## A gap is easier than its two energies: ionising triplet AlGeH₃

For this ionisation, leaving out electron correlation costs about 0.7 eV, while every correlated method lands within 0.04 eV of the reference. The step from Hartree-Fock to any correlated level is therefore indispensable, and the steps after it are small. They are smaller than the 0.1 to 0.2 eV that correlation of the core electrons is typically worth in such a process, a general estimate that was not computed for this molecule. Someone who wants to compare with nature should improve the basis and the treatment of the core before paying for full triple excitations.

Vertical ionisation of AlGeH₃ from the neutral triplet (UHF determinant) to the cation quartet (ROHF determinant) by Hartree-Fock, MP2, coupled cluster and AFQMC, run with afq 1 (in-house AFQMC program) and Ansatz 0.2.0. All levels use the cc-pVDZ basis and the PBE0/def2-TZVP geometry, without relativity; correlated levels freeze the cores, including Ge 3d.

```csv
level,"this level less the reference (CCSDT(Q), same basis) (meV)","statistical noise, one standard error (meV)"
HF,-659.0,0.000
MP2,-3.0,0.000
CCSD,32.0,0.000
CCSD(T),25.0,0.000
CCSDT,3.0,0.000
ph-AFQMC/CISD,-36.0,13.000
released AFQMC,-9.0,20.000
free AFQMC,-3.0,20.000
```

The gap is the energy needed to take one electron from the neutral molecule in a triplet state and leave the cation in a quartet state, with the atoms held fixed. A negative error means that a level makes this energy too small relative to CCSDT(Q) in the same basis. A warning of the calculation says that another spin state lies lower, without saying whether in the neutral or in the cation, so the reference gap of 9.78 eV should not be read as the first ionisation energy of the molecule in its ground state. It serves as a well-defined quantity on which the levels can be compared.

### Why Hartree-Fock makes ionisation too easy

Hartree-Fock lets each electron feel only the average field of the others. It misses the energy gained when electrons avoid one another, and this gain comes mainly from pairs with opposite spins. Electrons of equal spin are already kept apart by the Pauli principle, which Hartree-Fock respects. The state with more opposite-spin pairs is therefore placed too high.

Here that state is the neutral molecule. Outside the frozen cores it has six electrons of one spin and four of the other. A quartet cation has six and three, so the electron that leaves belongs to the minority spin, and it leaves behind six former partners of opposite spin. Hartree-Fock puts the neutral too high by more than it does the cation, and the gap comes out too small.

Counting pairs turns this into an estimate. The triplet has $6\times4=24$ opposite-spin pairs and $15+6=21$ same-spin pairs; the quartet has $6\times3=18$ and $15+3=18$. Ionisation thus removes six pairs of the first kind and three of the second. Suppose that each removed pair carries the average energy of its kind, and that the remaining pairs do not change.

For the triplet, MP2 gives a correlation energy of 3.09 eV from opposite-spin pairs and 0.584 eV from same-spin pairs. The loss on ionisation is then

$$
\Delta E \approx \frac{6}{24}\times 3.09\ \text{eV}+\frac{3}{21}\times 0.584\ \text{eV}\approx 0.86\ \text{eV}.
$$

Nine tenths of this comes from the opposite-spin pairs. No number was fitted, and nothing computed for the cation entered the estimate.

The computed change of the gap from Hartree-Fock to MP2 is 0.656 eV, so the count is about 30% too high. It gets the sign and the order of magnitude right, but added to the Hartree-Fock gap it would overshoot the reference by 0.2 eV. Pairs are not equal: two electrons in the same bond correlate far more strongly than two in distant orbitals. The pairs that stay behind also adjust when the electron leaves.

The choice of starting determinant pushes in the same direction. The triplet starts from an unrestricted determinant, the quartet from a restricted one, which has less freedom and so cannot lie below the best unrestricted solution. That raises the quartet somewhat and hides part of the Hartree-Fock error in the gap.

The count also suggests what a neighbouring ionisation would do. If the electron were taken from the majority spin, leaving a cation with five and four electrons, only four opposite-spin pairs would be lost instead of six. By this argument the Hartree-Fock error should keep its sign and become smaller. A change of spin without ionisation can be treated likewise: count the opposite-spin pairs in both states, and Hartree-Fock will tend to favour the state with fewer.

### Why MP2 looks perfect

MP2 misses the reference gap by only 3 meV, as little as CCSDT does. Taken alone, this would make the cheapest correlated method the best choice. The energies of the two states tell another story. MP2 leaves the triplet 1.207 eV above its CCSDT(Q) energy and the quartet 1.204 eV above, the latter found by adding the gap error to the triplet's error.

The excellent gap is thus the difference of two large errors that happen to be almost equal. Some cancellation is natural, because both states contain the same atoms in the same places and differ by only one electron. Cancellation to a few meV is luck. Had the two errors differed by just 5%, the gap would have been wrong by $0.05\times1.2\ \text{eV}=0.06$ eV.

CCSD shows how misleading the gap can be as a measure of quality. It reduces the error of each state from more than 1 eV to less than 0.2 eV, yet its gap is worse than that of MP2, at 32 meV too large. The errors left over are much smaller but less evenly matched. A method should be trusted for the small size of what it leaves out in each state, and the gap alone doesn't reveal that size.

### What the triple excitations buy

Adding triples by perturbation theory, as CCSD(T) does, lowers the triplet by 125 meV and the quartet by 132 meV. These are substantial gains in the total energies. Since they are nearly equal, the gap moves by only 7 meV. For this gap, CCSD and CCSD(T) are practically the same method; for the energy of either state they are not.

Solving for the triples in full moves the gap by a further 22 meV and brings it to within 3 meV of the reference. The two states show where this shift arises. The perturbative estimate catches 79% of the full triples lowering in the triplet but only 70% in the quartet, so the cation has more left to gain. Why it serves the quartet less well is not settled by these energies; the different starting determinants may play a part.

The quadruple excitations, estimated perturbatively in CCSDT(Q), shift the gap by a last 3 meV. Such rapid convergence fits the character of the triplet. Its spin is nearly pure, and its largest double-excitation amplitude is only about 0.04, so one determinant describes it well. The calculation does carry a general caution about strong correlation, and in a molecule where several determinants compete the same ladder could converge far more slowly.

### What the random walks can decide

Auxiliary-field quantum Monte Carlo (AFQMC) reaches the correlation energy by another route, through random walks in the space of determinants. The walkers acquire complex phases, which in time drown the signal in noise. The phaseless constraint keeps the noise under control with the help of a trial state, here of CISD form, at the price of a bias. This bias need not be equal in the neutral and the cation.

The constrained gap is too small by 36 meV with a standard error of 13 meV, a deviation of 2.8 standard errors. Constraint bias is a possible cause. Letting the constraint go raises the gap by 27 meV, in the right direction, but the noise of that shift would be about 24 meV if the two results were independent. The release alone therefore doesn't prove the explanation.

The released and the free walks both agree with CCSDT(Q) within their noise of 20 meV. For the free walk, this noise does not include whatever remains of the starting state. This supports the reference, though not as a fully independent test: the reference was accepted only because the two kinds of method agreed to within 25 to 40 meV. Nor can these walks say whether MP2, CCSD(T) or CCSDT is closest to the truth. Noise falls with the square root of the sampling, so bringing the free walk down to 3 meV, the size of the CCSDT error, would take some 44 times as many samples.

### Choosing a level for a purpose

The price of each rung is best judged by how it grows. If the molecule and its basis are doubled, the formal cost rises about 32-fold for MP2, 64-fold for CCSD and 128-fold for CCSD(T). For CCSDT the factor is 256, and for CCSDT(Q) it is 512. Phaseless AFQMC with a CISD trial grows more gently than CCSD(T) for each sample, but every halving of the noise costs four times the sampling.

For a rough ionisation energy, good to a few tenths of an eV, Hartree-Fock is already inadequate, and any of the correlated levels removes its main error. For an accuracy of 1 kcal/mol, or 43 meV, MP2 and all the coupled-cluster levels still suffice as far as the valence electrons in this basis are concerned, while phaseless AFQMC, with its error of 36 meV and noise of 13 meV, is borderline. CCSD(T) is a sounder choice than MP2 even though its gap is further from the reference, because it depends much less on cancellation. Only a target below about 25 meV calls for full triples, and then only if everything else is controlled equally well.

In a comparison with experiment, everything else is not. The filled 3d shell of germanium was frozen, and the 0.1 to 0.2 eV typically at stake in core correlation is at least 2.8 times the largest error of any correlated level here. Relativity was left out as well. The small basis acts in a direction that the pair argument makes plausible: it describes the close approach of opposite-spin electrons poorly, and the neutral has more such pairs, so a larger basis should tend to raise the gap.

The effort is therefore best divided. Use CCSD(T) with a larger basis and with the 3d electrons correlated, where the bigger corrections are to be expected. The basis must then contain functions made for core correlation, since ordinary valence sets describe it poorly, and relativity should be included too. Then take the effect of full triples and quadruples from a small basis, where it can be afforded, and add it as a correction; here it would be $-22-3=-25$ meV. This assumes that the correction changes little with the basis, which was not tested on this molecule.
